Two sizes are worth remembering for gallium nitride. Its measured band gap is roughly 3.5 eV, which makes it useful for near-ultraviolet emitters and for transistors that must block high voltages. Its bulk modulus is near 200 GPa, so changing its volume by one percent takes about 2 GPa. The table gives gaps computed by very different methods on one and the same crystal cell, together with the volume and stiffness that some of these methods prefer.

GaN (P6_3mc, 4-atom cell) without spin polarization or spin-orbit coupling. Gaps and times are for single points on the r2SCAN-relaxed cell, volumes come from each method's own relaxation or energy curve, and moduli are at fixed cell shape; 72 atoms mean a periodic 3×3×2 cluster of cells. PBE coarse-settings uses a 260 eV cutoff and a 6×6×2 k mesh.

| name | kind | band gap (eV) | volume per atom (Å³) | bulk modulus (GPa) | atoms computed | rough processor time, order of size (s) |
| --- | --- | --- | --- | --- | --- | --- |
| GaN.sw | force field | n/a | 11.483 | 206.30 | 4 | 0.1 |
| GaN.tersoff | force field | n/a | 11.379 | 208.00 | 4 | 0.1 |
| PBE coarse-settings | low cutoff and mesh | 1.616 | n/a | n/a | 4 | 2 |
| PM6 | semi-empirical | 5.011 | n/a | n/a | 72 | 4 |
| GFN1-xTB tblite | tight binding | 1.496 | n/a | n/a | 72 | 7 |
| PBE | semilocal | 1.934 | 11.758 | 172.30 | 4 | 9 |
| GFN2-xTB tblite | tight binding | 1.877 | 10.950 | 131.30 | 72 | 10 |
| PBE SZV | small basis | 2.056 | 12.221 | 159.40 | 4 | 20 |
| GLLB-SC | model potential | 2.806 | n/a | n/a | 4 | 20 |
| r2SCAN | semilocal | 2.351 | 11.372 | 196.80 | 4 | 20 |
| PM7 | semi-empirical | 3.325 | n/a | n/a | 72 | 20 |
| PBE DZVP | small basis | 1.918 | 11.916 | 164.50 | 4 | 60 |

**(a) Which gap is larger, that of PBE or that of r2SCAN, and can the geometry be the reason?**

*Solution.* The r2SCAN gap is larger, 2.35 eV against 1.93 eV. Both belong to the same cell, so the difference of 0.4 eV comes from the way the electrons are treated. In PBE all electrons feel one potential built from the density and its gradient. In r2SCAN the potential also depends on the orbitals themselves, through their kinetic energy density, and can therefore act differently on filled and empty states. Theory names this freedom as the reason why such functionals usually open the gap.

**(b) Why do both remain too small, and what would that mean for a device?**

*Solution.* A true gap is the cost of removing an electron from the crystal less the energy regained on adding one. In exact theory the potential jumps by a constant when an electron is added, and this jump belongs to the gap. PBE has no such jump and r2SCAN recovers only part of it; here r2SCAN removes about a quarter of PBE's shortfall. Semilocal functionals also place the filled Ga 3d levels too high, where they push up the nitrogen 2p states at the top of the valence band.

The error is large enough to change the colour of the light. Read literally, the PBE gap corresponds to red light near 640 nm, whereas 3.5 eV corresponds to about 350 nm. An engineer who took the PBE gap at face value would also underrate the voltage that the material can withstand, since breakdown fields tend to rise with the gap.

**(c) PM7 comes closest to the measured gap. Is it the method to choose?**

*Solution.* Its 3.3 eV is no evidence of a sound description. PM6 is a method of the same kind and gives 5.0 eV, so a revision within one family of methods moves the result by 1.7 eV. Both methods report a Hartree-Fock type of orbital gap, which is usually far too wide because the other electrons do not screen the exchange. In PM7 other approximations and fitted parameters seem to offset this error for this crystal. A single matching number can't tell such an offset from a correct mechanism; a second property can.

**(d) Take volume and stiffness as that second property, for the methods that have them. Does a larger preferred cell mean a softer crystal?**

*Solution.* It does among the four density-functional rows that have both values. From r2SCAN through PBE and PBE DZVP to PBE SZV the volume grows and the modulus falls. The expected reason is that the restoring force between atoms weakens as bonds lengthen. PBE prefers a cell 3.4 % larger than r2SCAN does and is 12 % softer, about the loss that a typical solid suffers when it is stretched by that much. Much of PBE's softness can thus be understood as a consequence of its longer bonds. PBE SZV follows the order but not the size: from DZVP to SZV the volume grows by about 3 % and the modulus falls by only 3 %, so bond length is not the whole story there.

Outside this group the rule fails. Both force fields prefer a slightly larger cell than r2SCAN and are still 5 to 6 % stiffer. GFN2-xTB breaks the rule more strongly. It has the smallest volume in the table and also the lowest modulus, a third below that of r2SCAN. Its energy curve therefore has its minimum at too small a volume and is too shallow around it as well. This method was adjusted to molecules, and the closeness of its gap to PBE's, within 0.1 eV, gives no hint of the trouble.

**(e) What pressure should PBE report on the common cell, and does the run with coarse settings agree?**

*Solution.* Let $V_0$ be the volume per atom that a method prefers, $B$ its bulk modulus and $V$ the volume of the common cell, which is r2SCAN's own. The definition $B=-V\,\mathrm{d}P/\mathrm{d}V$, integrated at constant $B$, gives the pressure

$$P = B\,\ln\frac{V_0}{V}.$$

For PBE this is

$$P = 172.3\ \text{GPa}\times\ln\frac{11.758}{11.372} \approx 5.8\ \text{GPa}.$$

The formula has no adjustable constant, and the two force fields offer a check of consistency, because their runs also report a pressure. For GaN.sw the estimate is 2.00 GPa and the reported value 2.04 GPa; for GaN.tersoff they are 0.13 GPa and 0.15 GPa, too small to test much. PBE is squeezed harder than either, and the stiffening that the formula neglects would raise its estimate by less than a tenth.

The coarse PBE run reports 14.4 GPa, more than twice the estimate. A relaxation that followed this pressure would expand the cell much too far. The low cutoff is a natural suspect: the run itself warns that it lies below the recommended value, and the stress is almost the same along *a* and *c* (14.38 and 14.32 GPa) although the mesh is coarser along *c*. The sign is not the textbook one, though. The usual stress error of too few plane waves is expected to lower the pressure, so that mechanism alone does not explain an excess. The cutoff and the mesh were also lowered together, and the computed pressure is known to carry grid noise, whose size was not determined here, so the shares of these causes are not separated. The printed analysis lists the estimate for every method that has a volume and a modulus.

**(f) The coarse run also has a smaller gap. How serious is that?**

*Solution.* The gap drops from 1.93 to 1.62 eV. This loss of 0.3 eV is about three quarters of the gain from replacing PBE by r2SCAN, so careless settings can hide most of the effect of a better functional. The coarse mesh did not miss the band edges: both lie at the centre of the Brillouin zone, which is one of its points. The error must sit in the computed levels themselves. Too few plane waves are expected to describe the compact nitrogen 2p states at the top of the valence band worst and to leave them too high, which narrows the gap. A coarse mesh can also shift levels through the density, and this run does not tell the two apart.

**(g) What would happen to the PBE gap if PBE were given its own cell, and which digits matter then?**

*Solution.* The gap would shrink further. The bottom of the conduction band in GaN is an antibonding state of mainly *s* character, and it comes down when the atoms move apart. PBE prefers longer bonds than the common cell allows, so the common cell flatters its gap. The distance to r2SCAN, which already sits on its own cell, would grow. The same reasoning applies to any method that overestimates the volume of this crystal.

This shift is expected to reach tenths of an electronvolt, so a gap should not be quoted without its cell. On the common cell, the gaps of PBE and PBE DZVP differ by only 0.02 eV, which deserves no explanation, although their preferred volumes differ by 1.3 %. The minimal SZV basis, whose orbitals have little freedom to adapt to the crystal, shifts the gap by 0.1 eV and the volume by 4 % relative to PBE. Tenths of an electronvolt and whole percents of volume are the digits on which a choice of method should rest.

The analysis program printed:

```
Differences between methods:
                  row  gap less PBE gap (eV)  gap less rough measured 3.5 (eV)  volume against r2SCAN (%)  modulus against r2SCAN (%)  estimated pressure on r2SCAN cell (GPa)
               GaN.sw                    n/a                               n/a                     0.9761                       4.827                                    2.004
          GaN.tersoff                    n/a                               n/a                    0.06155                       5.691                                    0.128
  PBE coarse-settings                 -0.318                            -1.884                        n/a                         n/a                                      n/a
                  PM6                  3.077                             1.511                        n/a                         n/a                                      n/a
      GFN1-xTB tblite                 -0.438                            -2.004                        n/a                         n/a                                      n/a
                  PBE                      0                            -1.566                      3.394                      -12.45                                    5.751
      GFN2-xTB tblite                 -0.057                            -1.623                     -3.711                      -33.28                                   -4.965
              PBE SZV                  0.122                            -1.444                      7.466                         -19                                    11.48
              GLLB-SC                  0.872                            -0.694                        n/a                         n/a                                      n/a
               r2SCAN                  0.417                            -1.149                          0                           0                                        0
                  PM7                  1.391                            -0.175                        n/a                         n/a                                      n/a
             PBE DZVP                 -0.016                            -1.582                      4.784                      -16.41                                    7.687
Share of the PBE gap shortfall that r2SCAN removes (%): 26.63
Coarse PBE gap against PBE gap (%): -16.44
PM6 gap less PM7 gap (eV): 1.686
Photon wavelength at the PBE gap (nm): 641.1
Photon wavelength at the rough measured gap (nm): 354.2
PBE SZV volume against PBE volume (%): 3.938
PBE DZVP volume against PBE volume (%): 1.344
Log stiffness loss over log volume gain from r2SCAN to PBE: 3.983
SW reported pressure less estimate (GPa): 0.03804
Tersoff reported pressure less estimate (GPa): 0.01905
Coarse PBE reported pressure less PBE estimate (GPa): 8.607
Largest over smallest rough processor time: 600
```
